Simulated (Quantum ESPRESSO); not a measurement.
# Surface energy per atom, work function and top-layer force of eight unrelaxed metal faces with PBE

Surface energies, work functions and top-layer forces are calculated with PBE for one face each of eight metals, with all atoms at bulk places. Two questions are put to them: whether the surface energy per surface atom follows the melting point, and whether the force on the top atom tells which faces will contract. The surface energy is counted from the bulk metal, and the work function from the Fermi level to the vacuum level; three work functions are set against measured values. The forces answer the second question only for the measured lattice constant, not for the one PBE itself prefers. On the first, seven rows rise in surface energy per atom in the order of their melting points, though the steps from Al to Ag and from Ag to Au are too small to be secure. Sr(110) does not fit: it melts between Al and Ag, yet has the largest value of all, 0.654 eV.

## Set-up

Quantum ESPRESSO 7.5 (pw.x) with PBE and GBRV ultrasoft pseudopotentials, cutoffs 40 and 200 Ry. Symmetric 1×1 slabs of up to 8 layers at the tabulated measured lattice constant, atoms at bulk places, 7.5 Å of empty space on each side as the script builds them, with open boundaries by the effective screening medium, meshes of 4 to 12 points along the first vector, Marzari-Vanderbilt smearing of 0.02 Ry. Spin-paired, no spin-orbit coupling. The surface energy comes from a straight line through the energies of the thicker slabs; work function and force are those of 8 layers.

Notes on method and selection:

- Unrelaxed surface energies are upper bounds only at the lattice constant used; at the one PBE prefers, the surface energy can be higher, as is expected for gold. Open faces have more broken bonds per atom than dense ones.
- Slabs this thin leave the surface energy open by some per cent.
- Runs in which the search for lower states was switched off are not listed.
- Runs that did not converge, have known faults or may not be shown are not listed, and runs on Ansatz's PAW sets soft_1 and soft_2 are kept to separate tables.
- A language model judged 1 of the measured values at hand unlike the computed quantity or outlying; they, and members whose columns rest on them, are left out, so mean errors are over the rest.

Columns:

- melting point (K): melting point of the element (tabulated).
- top-layer density (nm⁻²): atoms per nm² in the top layer.
- γ per atom (eV): surface energy per surface atom, one face.
- γ (J/m²): surface energy per area of one face.
- Φ (eV): work function: vacuum level outside the slab less the Fermi level.
- force (eV/Å): force on the top atom along the outward normal.

## Table of results

| member | melting point (K) | top-layer density (nm⁻²) | γ per atom (eV) | γ (J/m²) | Φ (eV) | force (eV/Å) | remark |
| --- | --- | --- | --- | --- | --- | --- | --- |
| Na(100) | 371 | 5.6 | 0.244 | 0.219 | 2.64 | −0.0099 | bcc |
| Li(110) | 454 | 11.6 | 0.264 | 0.490 | 3.23 | −0.1049 | bcc |
| Mg(0001) | 923 | 11.2 | 0.319 | 0.573 | 3.65 | 0.0051 | hcp |
| Al(111) | 933 | 14.1 | 0.387 | 0.872 | 4.13 | 0.0358 | fcc |
| Sr(110) | 1050 | 3.8 | 0.654 | 0.401 | 2.57 | −0.0743 | fcc |
| Ag(100) | 1235 | 12.0 | 0.399 | 0.765 | 4.27 | 0.1187 | fcc |
| Au(100) | 1337 | 12.0 | 0.416 | 0.801 | 5.05 | 0.3425 | fcc |
| Cu(100) | 1358 | 15.3 | 0.604 | 1.484 | 4.57 | −0.0903 | fcc |

## Why the values move as they do

Without Sr(110), the surface energy per atom rises at every step, from 0.244 eV for Na(100) to 0.604 eV for Cu(100). Between Al(111) and Ag(100) this order would put strontium at 0.387 + (1050 − 933) / (1235 − 933) × (0.399 − 0.387) = 0.39 eV. The order is weak support for a rule, however. The steps from Al(111) to Ag(100) and from Ag(100) to Au(100) are only 0.399 − 0.387 = 0.012 eV and 0.416 − 0.399 = 0.017 eV. The slab energies scatter about as much from one thickness to another, so the order of these three is not settled. A straight line in melting point through all eight rows misses a left-out row by 0.09 eV on average, against 0.13 eV for the mean of the other seven.

Bond strength raises both quantities, but the surface energy also depends on how many bonds the face cuts:

$$\gamma_{\rm atom} \approx n\,e$$

Here $n$ is the number of missing nearest neighbours per surface atom, summed over the layers, and $e$ is the energy per missing neighbour. Geometry gives $n$ = 2 for bcc(110), 3 for fcc(111) and hcp(0001), 4 for fcc(100) and bcc(100), and 6 for fcc(110). Strontium's neighbours in melting point then have $e$ = 0.387 / 3 = 0.129 eV for Al(111) and 0.399 / 4 = 0.10 eV for Ag(100). With $n$ = 6 these give 0.77 and 0.60 eV, which bracket the strontium value. The count alone is not enough: Na(100) and Cu(100) share $n$ = 4 but differ by a factor of 0.604 / 0.244 = 2.5. One common $e$ for all metals misses a left-out row by 0.08 eV on average.

A negative force points into the metal and marks a face that starts to contract at the lattice constant used. This holds for Li(110), Cu(100) and Sr(110), while Ag(100) and Au(100) start outwards. Al(111) also points outwards at eight layers, but its force changes with the number of layers by more than its own size, so its direction is not secure. Na(100) is too near zero to call. The force on Mg(0001) falls with every thicker slab and has not settled at eight layers, so its small value leaves the direction open.

## Where the trend breaks

Cu(100) lies 0.604 − 0.416 = 0.188 eV above Au(100), although the melting points differ by only 21 K and the faces are alike. PBE is known to bind gold too weakly, which would lower the gold row and may account for part of the gap. The lattice constant is expected to act in the same direction. Surface atoms of such a metal would sit closer together than the bulk lets them, so a slab held below the lattice constant that PBE prefers pays less for its surface. The two contributions are not separated here.

Au(100) also has by far the largest force, 0.3425 eV/Å outwards. PBE prefers a larger lattice constant for gold than the measured one, so the slab is compressed both sideways and along the normal, which pushes its top layer out. The outward sign therefore does not show that this face would expand at the lattice constant of PBE. The real face, moreover, reconstructs into a denser top layer, which a 1×1 cell excludes.

## Against measurement

| member | quantity | measured | computed | computed − measured | conditions | source |
| --- | --- | --- | --- | --- | --- | --- |
| Al(111) | Φ (eV) | 4.32 | 4.13 | −0.19 | compiled values differ between sources by a tenth of an eV or more; compiled experimental value; Al(111) single-crystal face | [1] |
| Ag(100) | Φ (eV) | 4.36 | 4.27 | −0.09 | compiled values differ between sources by a tenth of an eV or more; compiled experimental value; Ag(100) single-crystal face | [2] |
| Cu(100) | Φ (eV) | 4.73 | 4.57 | −0.16 | compiled values differ between sources by a tenth of an eV or more; compiled experimental value; Cu(100) single-crystal face | [2] |

Computed − measured (first source of each member):

- Φ (eV): mean error −0.15, mean absolute error 0.15 over 3 members

Sources:

[1] "Properties of real metallic surfaces: Effects of density functional semilocality and van der Waals nonlocality" (2017, arXiv:1702.08515)  
[2] "Anisotropic work function of elemental crystals" (2019, arXiv:1902.07811)

The computed work functions of Al(111), Ag(100) and Cu(100) lie below the compiled measured values by 0.19, 0.09 and 0.16 eV, a mean error of −0.15 eV. The measured order Al, Ag, Cu is reproduced, but only the place of copper carries weight. The measured values for aluminium and silver differ by 4.36 − 4.32 = 0.04 eV, less than the disagreement between sources. Copper stands above silver by 0.37 eV in the measurements and by 0.30 eV in the calculation.

A low value is the usual tendency of PBE for metal work functions, by roughly 0.1 to 0.3 eV, and would suffice for all three errors. Finite thickness also contributes: the work function still shifts with the number of layers, by amounts comparable with these errors and of either sign. The silver error is no larger than the uncertainty of the compiled value, so its sign is not secure. The work functions of the other five faces, and all surface energies and forces, are not compared here.

## Review of the odd result

The excess of Sr(110) over the melting-point order is 0.654 − 0.39 = 0.26 eV per surface atom, or 2 × 0.26 = 0.52 eV for a slab with two faces. Any suspect has to supply an energy of that size with a positive sign.

A slip in the conversion from area to atom can be ruled out. The 0.401 J/m² divided by 3.8 atoms per nm² gives 0.66 eV, in agreement with the tabulated value. Per area, strontium is in fact second lowest, because each surface atom covers a large area.

Missing relaxation has the right sign but is too small. With a rough spring constant $k$ of 1 eV/Å² for the top layer, the gain $F^2/(2k)$ is 0.0743² / 2 = 0.003 eV. Finite thickness can act either way; an error of 5 per cent, taken as a rough size, would be 0.03 eV. The mesh is coarsest along the long side of the strontium cell, and its error can also have either sign, but half an eV per slab would be unusual for a simple metal with this smearing. The open face has the right sign and size: going from four missing neighbours to six raises the energy by half, and from three to six doubles it.

Four checks follow, in order of rising cost:

1. A series for Sr(111) with the present settings. The bond count predicts a much lower energy per atom than for Sr(110). A value that stayed as high would point to the description of strontium itself.
2. A denser mesh for the Sr(110) series. A fall of a tenth of an eV or more would make sampling a serious suspect; a change of a few hundredths would clear it.
3. Relaxation of the eight-layer slab. A gain far above 0.01 eV would show that the spring estimate is wrong.
4. Slabs well beyond eight layers. A steady drift of the fitted surface energy would implicate thickness, and a stable value would exclude it.

The open face is the leading explanation, and the first check tests it most directly.

## Conclusions and limits

Between 371 and 1358 K the melting point gives a loose order of surface energy per atom, which fails when an open face is placed among denser ones. Each metal appears with one face only, and the set is a selection, so the effects of metal and face remain mixed.

Relaxation and finite thickness are expected to be small beside the spread of 0.654 − 0.244 = 0.410 eV in surface energy per atom. The error of PBE itself is not tested here and need not be small, above all for gold. The choice of lattice constant matters for surface energies and forces alike. For silver and gold PBE prefers a larger value than the measured one. Using it would be expected to raise their surface energy per atom, and would reduce the outward push and may well turn it inwards on both faces. For lithium and strontium PBE prefers a smaller value, so part of their inward force comes from a stretched slab. The force therefore gives a first direction at the measured lattice constant only. Which faces contract in PBE at its own lattice constant stays open until the forces are calculated there, with slabs thick enough for them to settle.
